End Green function of the dimerised chain and the weight of its zero mode: solution key

Model and conventions

The chain has sites n = 1, 2, 3, … without end, one orthonormal orbital |n⟩ per site, and the one-electron Hamiltonian

H = −Σₙ tₙ (|n⟩⟨n+1| + |n+1⟩⟨n|), with tₙ = v for odd n and tₙ = w for even n. (1)

The first bond, between sites 1 and 2, thus carries v, the second w, and so on. The premises are: (i) v > 0 and w > 0, fixed and strictly periodic up to the end; (ii) all site energies equal, and taken as the zero of energy; (iii) nearest-neighbour hopping only; (iv) independent electrons. A phase on any tₙ can be absorbed in the phases of the orbitals of an open chain, so premise (i) loses nothing by taking the hoppings positive. All densities are per spin direction. A cell holds two sites and has length d. The Green function is G(z) = (z − H)⁻¹ for complex energy z, the end element is g(z) = ⟨1|G(z)|1⟩, in J⁻¹, and values at real energy E are retarded limits, z = E + i0.

To be found: (a) the recursion for g, (b) the quadratic equation and its discriminant, (c) the physical branch, (d) the end density of states, (e) the pole at E = 0, (f) the sum rule, (g) the zero mode from the Schrödinger equation, (h) the range of validity, (i) numbers for a model of trans-polyacetylene.

(a) Recursion

H is the sum of the v bonds and the w bonds. Each part is a set of uncoupled dimers, with norm v and w respectively, so H is bounded and self-adjoint with ‖H‖ ≤ v + w. Hence G(z) exists for Im z ≠ 0, g is analytic in each half plane, and g(z*) = g(z)*. The series G = Σₚ Hᵖ/zᵖ⁺¹ converges for |z| > v + w, so g = 1/z + O(1/z²) at large |z|.

Let xₙ = ⟨n|G|1⟩, so that x₁ = g. The first component of (z − H)G|1⟩ = |1⟩ reads

z x₁ + v x₂ = 1.

Let H′ be the Hamiltonian of sites 2, 3, … alone and x′ the vector (x₂, x₃, …). The remaining components read (z − H′)x′ = −v x₁|2⟩, because site 1 couples only to site 2. Inverting gives x₂ = −v x₁ g′, where g′ = ⟨2|(z − H′)⁻¹|2⟩. Insertion into the first component gives

g = 1/(z − v² g′). (2)

The chain H′ starts with a w bond. The same argument removes site 2 and leaves sites 3, 4, …, a chain that starts with v and is, after relabelling n → n − 2, the original one. This self-similarity needs the chain to be semi-infinite. Therefore

g′ = 1/(z − w² g). (3)

(b) Quadratic equation

Insert (3) into (2) and multiply by z − w²g, which is non-zero because its product with g′ is 1:

g [z(z − w²g) − v²] = z − w²g.

Collecting powers of g,

z w² g² − (z² + w² − v²) g + z = 0. (4)

Define y = 2z w² g − (z² + w² − v²). Multiplying (4) by 4zw² and completing the square gives y² = D(z), with

D = (z² + w² − v²)² − 4z²w².

This is a difference of squares: D = [(z − w)² − v²][(z + w)² − v²] = (z − w − v)(z − w + v)(z + w − v)(z + w + v). With Δ = |w − v| and W = v + w,

D = (z² − W²)(z² − Δ²) = z⁴ − 2(v² + w²) z² + (w² − v²)². (5)

D is symmetric under v ↔ w. It is negative on the real axis exactly for Δ < |E| < W. These are the Bloch bands of the infinite chain: with amplitudes a e^(ikmd) and b e^(ikmd) on the odd and even site of cell m, the equations are E a = −(v + w e^(−ikd)) b and E b = −(v + w e^(ikd)) a, so E² = v² + w² + 2vw cos kd, which runs from W² at k = 0 to Δ² at kd = π. The two roots of (4) have the product 1/w².

(c) The physical branch

Define, with the principal square root in each factor,

s(z) = √(z − W) √(z − Δ) √(z + Δ) √(z + W). (6)

Then s² = D, s is analytic and non-zero for Im z > 0 since all zeros of D are real, s(z*) = s(z)*, and s → z² at large |z|. The ratio y/s is analytic in the upper half plane and its square is 1, so it is the constant +1 or −1 on that connected region. At large |z|, g → 1/z makes y → −z², so y = −s. The lower half plane follows by conjugation. The result is

g(z) = [z² + w² − v² − s(z)] / (2z w²). (7)

On the real axis approached from above, a factor √(z − e) is positive for E > e and equals i√(e − E) for E < e. Counting the edges that lie above E gives

E > W: s = +√D
Δ < E < W: s = +i√(−D)
|E| < Δ: s = i²√D = −√D
−W < E < −Δ: s = i³√(−D) = −i√(−D)
E < −W: s = i⁴√D = +√D

where √ of a positive number is positive. From below, i is replaced by −i, which leaves s unchanged in the gap and outside the bands. So s is analytic everywhere except on two cuts along the bands, and it is negative in the gap. This sign decides part (e). The form [E² + w² − v² − √D]/(2Ew²) with the positive root holds only for |E| > W; inside the gap

g(E) = [E² + w² − v² + √D] / (2E w²), |E| < Δ. (8)

A common mistake is to keep the positive root with the minus sign in the gap. That selects the other root of (4), which has a pole at E = 0 for v > w with residue 1 − v²/w² < 0. A negative residue is impossible, because the residue of a diagonal element of G at an eigenvalue is a squared amplitude.

Check by moments. With A = v² + w², B = w² − v² and u = 1/z², s = z²√(1 − 2Au + B²u²) = z²[1 − Au − (A² − B²)u²/2 − A(A² − B²)u³/2 − …], and A² − B² = 4v²w². The numerator of (7) becomes 2w² + 2v²w²/z² + 2Av²w²/z⁴ + …, so

g = 1/z + v²/z³ + v²(v² + w²)/z⁵ + …

Directly, H|1⟩ = −v|2⟩ and H²|1⟩ = v²|1⟩ + vw|3⟩, so ⟨1|H²|1⟩ = v² and ⟨1|H⁴|1⟩ = v⁴ + v²w², as the series requires. Odd moments vanish since H links odd sites only to even ones.

Limits. For v → 0, s = z² − w² and g = 1/z, an isolated site. For w → 0, (4) gives g = z/(z² − v²), a dimer. For v = w, the two inner factors of (6) multiply to z and g = [z − √(z − 2w)√(z + 2w)]/(2w²), the end function of the uniform chain.

(d) End density of states

The local density of states is ρ(E) = −(1/π) Im g(E + i0). In the upper band Im g = −√(−D)/(2Ew²). In the lower band s changes sign and so does E, and the two cases combine to

ρ_band(E) = √[(W² − E²)(E² − Δ²)] / (2π |E| w²), Δ < |E| < W. (9)

It is positive, even in E, and for v ≠ w it vanishes as a square root at all four band edges, where the bulk density of states of the chain diverges as an inverse square root. In the bands the two roots of (4) are complex conjugates with product 1/w², so |g| = 1/w there. Since D is symmetric in v and w, the two terminations of a given chain have band densities of the same shape, which differ only through the factor 1/w², w being the second bond.

Outside the bands s is real, so Im g vanishes except at poles, and by (7) the only possible pole is z = 0. No state escapes g: a solution of Hψ = Eψ with ψ₁ = 0 has ψ₂ = 0 by the equation at site 1 and then vanishes site by site. The spectrum of the half chain is therefore the two bands and possibly the point E = 0.

(e) The pole at E = 0

Take v ≠ w. From (5), for small E, √D = |B| − A E²/|B| + O(E⁴). Use this in (8).

Case w > v (weak first bond). Then |B| = B, and the numerator is 2B + E²(1 − A/B) + O(E⁴), with 1 − A/B = −2v²/(w² − v²). Division by 2Ew² gives

g = Z/E − v² E/[w²(w² − v²)] + O(E³), Z = 1 − v²/w². (10)

This is a simple pole with 0 < Z < 1. Since −(1/π) Im[1/(E + i0)] = δ(E), it adds Z δ(E) to ρ.

Case v > w (strong first bond). Then |B| = −B, the constant terms cancel, and the numerator is E²[1 − A/(v² − w²)] = −2w²E²/(v² − w²) to leading order, so

g = −E/(v² − w²) + O(E³). (11)

There is no pole, and g(0) = 0.

The two cases are tied by (2). For w > v, g′ belongs to a chain with a strong first bond, so (11) with v ↔ w gives g′ = −E/(w² − v²), and g = 1/{E[1 + v²/(w² − v²)]} = (w² − v²)/(w²E) to leading order, which is Z/E again. For v = w the gap is closed and the end function of part (c) is finite at E = 0; Z ≈ 2(w − v)/w goes to zero linearly as v rises to w.

(f) Sum rule

The coefficient of 1/z at large z is ∫ρ dE = ⟨1|1⟩ = 1. To test (9) and (10) against it, integrate (9) over both bands, which doubles the upper-band integral, and substitute E² = v² + w² + 2vw cos θ with 0 < θ < π. Then W² − E² = 2vw(1 − cos θ) and E² − Δ² = 2vw(1 + cos θ), so the square root is 2vw sin θ, and |dE|/E = |d(E²)|/(2E²) = vw sin θ dθ/E². The band weight is

P = (2v²/π) ∫₀^π sin²θ dθ / (v² + w² + 2vw cos θ).

Let T be the larger hopping and q < 1 the ratio of the smaller to the larger. The denominator is T²(1 + q² + 2q cos θ). Summing two geometric series gives (1 − q²)/(1 + q² + 2q cos θ) = 1 + 2Σₙ (−q)ⁿ cos nθ, with n from 1. With sin²θ = (1 − cos 2θ)/2 and orthogonality of the cosines on (0, π), only the constant and the n = 2 term survive, giving π/2 − πq²/2. Division by 1 − q² leaves π/2 for the integral of sin²θ/(1 + q² + 2q cos θ), and

P = v²/T².

For v > w, P = 1 and the bands hold all the weight. For w > v, P = v²/w², and the missing weight 1 − v²/w² is exactly Z.

(g) The zero mode itself

Solve Hψ = 0 site by site. At site 1, vψ₂ = 0. At odd sites 2m + 1, wψ₂ₘ + vψ₂ₘ₊₂ = 0, so every even amplitude vanishes. At even sites 2m, vψ₂ₘ₋₁ + wψ₂ₘ₊₁ = 0, so with r = v/w

ψ₂ₘ₊₁ = (−r)ᵐ ψ₁, m = 0, 1, 2, …

The norm |ψ₁|² Σ r²ᵐ is finite only for r < 1, and then |ψ₁|² = 1 − r² = Z. An isolated eigenstate contributes |ψ₁|²/(z − E₀) to g, so this reproduces (10) without the square root of part (c). The amplitude falls as exp(−md/ξ) with ξ = d/ln(w/v). The operator Γ that multiplies odd sites by +1 and even sites by −1 obeys ΓHΓ = −H. It maps the spectrum onto its negative, so a single isolated level at E = 0 stays there under small changes of the nearest-neighbour hoppings that keep the gap open, although Z changes.

Result

g is given by (7) with the branch (6), and

ρ(E) = ρ_band(E) + Z δ(E), with Z = 1 − v²/w² for w > v and Z = 0 for w ≤ v,

with bands |v − w| < |E| < v + w.

(h) Range of validity

Within premises (i) to (iv) the result is exact for all v, w > 0 and all z off the spectrum; the expansions (10) and (11) need |E| ≪ Δ. The leading effects of relaxing the premises follow, for w > v.

Finite length. Take 2M sites with a weak bond at both ends. The left mode, cut off at the last odd site, has amplitude of size √Z r^(M−1) there. H acting on it leaves only a term of size v√Z r^(M−1) on the last site, where the right mode has amplitude √Z. The coupling splits the pole into two, at ±E₀ with

E₀ ≈ w Z r^M,

each of weight about Z/2 on site 1, provided r^M ≪ 1, that is Md ≫ ξ. For 2M + 1 sites beginning with v, the level stays at E = 0 with weight Z/(1 − r^(2M+2)). In either case the bands become discrete levels.

End-site energy ε. Adding ε|1⟩⟨1| replaces z by z − ε in the first equation of part (a) only, so 1/g becomes 1/g − ε and the pole moves to g(E) = 1/ε. Inserting this in (4) gives E² − (ε + w²/ε)E + w² − v² = 0, whose small root is E ≈ Zε for |ε| ≪ w and |Zε| ≪ Δ.

Second-neighbour hopping. A term −t₂Σₙ(|n⟩⟨n+2| + |n+2⟩⟨n|) breaks the Γ symmetry. In first order it shifts the zero mode by −2t₂ Σₘ ψ₂ₘ₊₁ψ₂ₘ₊₃ = +2t₂r. In the bulk it adds −2t₂ cos kd to both bands, which is +2t₂ at kd = π. Relative to the middle of the gap the level moves by −2t₂(1 − r).

On-site repulsion U. At half filling with the zero mode holding one spin-up electron, Γ symmetry and completeness give site occupations ½ + |ψₙ|²/2 for spin up and ½ − |ψₙ|²/2 for spin down. The mean-field potential U(n − ½), set by the occupation n of the opposite spin, shifts the two spin levels in first order by ∓(U/2)Σ|ψₙ|⁴. The splitting is

U Σ|ψₙ|⁴ = U(1 − r²)²/(1 − r⁴) = U(w² − v²)/(w² + v²).

Lattice relaxation. Premise (i) freezes the bond pattern. If the hoppings respond to bond lengths, the pattern near a weak-bond end changes and the recursion (3) no longer closes on g.

(i) Numerical illustration: π electrons of trans-polyacetylene

Hamiltonian (1) is the electronic part of the model of Su, Schrieffer and Heeger (1979) at fixed dimerisation, with one π orbital per CH unit. The inputs are 2.85 eV = 4.566×10⁻¹⁹ J for the short bond and 2.15 eV = 3.445×10⁻¹⁹ J for the long bond, with an approximate cell length d = 0.246 nm. Energies are written in eV, converted with the elementary charge. Third and fourth figures serve only to let the arithmetic be followed.

Bands, for either termination: Δ = 0.70 eV = 1.122×10⁻¹⁹ J and W = 5.00 eV = 8.011×10⁻¹⁹ J; the gap is 2Δ = 1.40 eV. The squared hoppings are 8.1225 eV² and 4.6225 eV², their difference 3.50 eV² and their sum 12.745 eV².

Long bond first (v = 2.15 eV, w = 2.85 eV): r = 0.7544, r² = 0.5691 and

Z = 3.50/8.1225 = 0.4309.

Each band holds P/2 = 0.2845. The weights Z r²ᵐ on sites 1, 3, 5, 7 are 0.431, 0.245, 0.140, 0.079, together 1 − r⁸ = 0.895. With ln(w/v) = 0.2819, ξ = 3.55 cells, that is 7.1 sites or 0.87 nm.

Short bond first (v = 2.85 eV, w = 2.15 eV): no pole, and P = 1.

A point in the band, E = 2.50 eV: −D = (25 − 6.25)(6.25 − 0.49) eV⁴ = 108.0 eV⁴ and √(−D) = 10.392 eV². For the long bond first, g = (0.2401 − 0.2559 i) eV⁻¹, of modulus 0.3509 eV⁻¹ = 1/w, and ρ = 0.08145 eV⁻¹ = 5.084×10¹⁷ J⁻¹. For the short bond first, ρ = 0.1431 eV⁻¹ = 8.933×10¹⁷ J⁻¹. The ratio is r² at every band energy: the zero mode takes the same fraction Z from all parts of the bands.

A point in the gap, E = 0.30 eV: D = 9.964 eV⁴ and s = −3.1566 eV². Equation (8) gives g = 1.3843 eV⁻¹ for the long bond first and g = −0.0914 eV⁻¹ for the short bond first. The two values satisfy (2). The two terms of (10) give 1.4363 − 0.0488, within 0.004 eV⁻¹ of the first value. The wrong sign of the root would give 0.0889 eV⁻¹ in its place.

Sizes of the neglected terms, against Δ = 0.70 eV. A chain of 40 sites (M = 20) has r²⁰ = 0.00356 and E₀ = 4.4 meV = 7.0×10⁻²² J, which is negligible. An assumed end-site energy ε = 0.10 eV moves the pole to 0.043 eV. An assumed t₂ = 0.25 eV moves it by −0.12 eV from midgap. For the repulsion Σ|ψₙ|⁴ = 0.275, and an assumed effective U = 4 eV splits the level by about 1.1 eV. This rivals the gap of 1.40 eV, so the first-order figure indicates only the size, and the position of the pole exactly at E = 0 is a property of the independent-electron model.

Weighed against typical knowledge of the material: the difference of the hoppings is so chosen that 2Δ matches the typical optical gap of about 1.4 eV, so the gap is no test of the model. The end weight is not typical of the polymer. A real chain relaxes, ends with short bonds, and carries an unpaired electron as a neutral soliton in the interior, a smooth reversal of the bond pattern with a typical half-width l of about 7 CH units. Its midgap amplitude is close to sech(n/l) on alternate sites, and since the sum of sech²(n/l) over alternate sites is close to l, the largest site weight is about 1/l = 0.14. The frozen end overstates the concentration of the midgap state on one carbon by a factor of about three. The value Z ≈ 0.43 is therefore the model's: the weight on the end site of a rigid, non-interacting chain that begins with the weaker bond.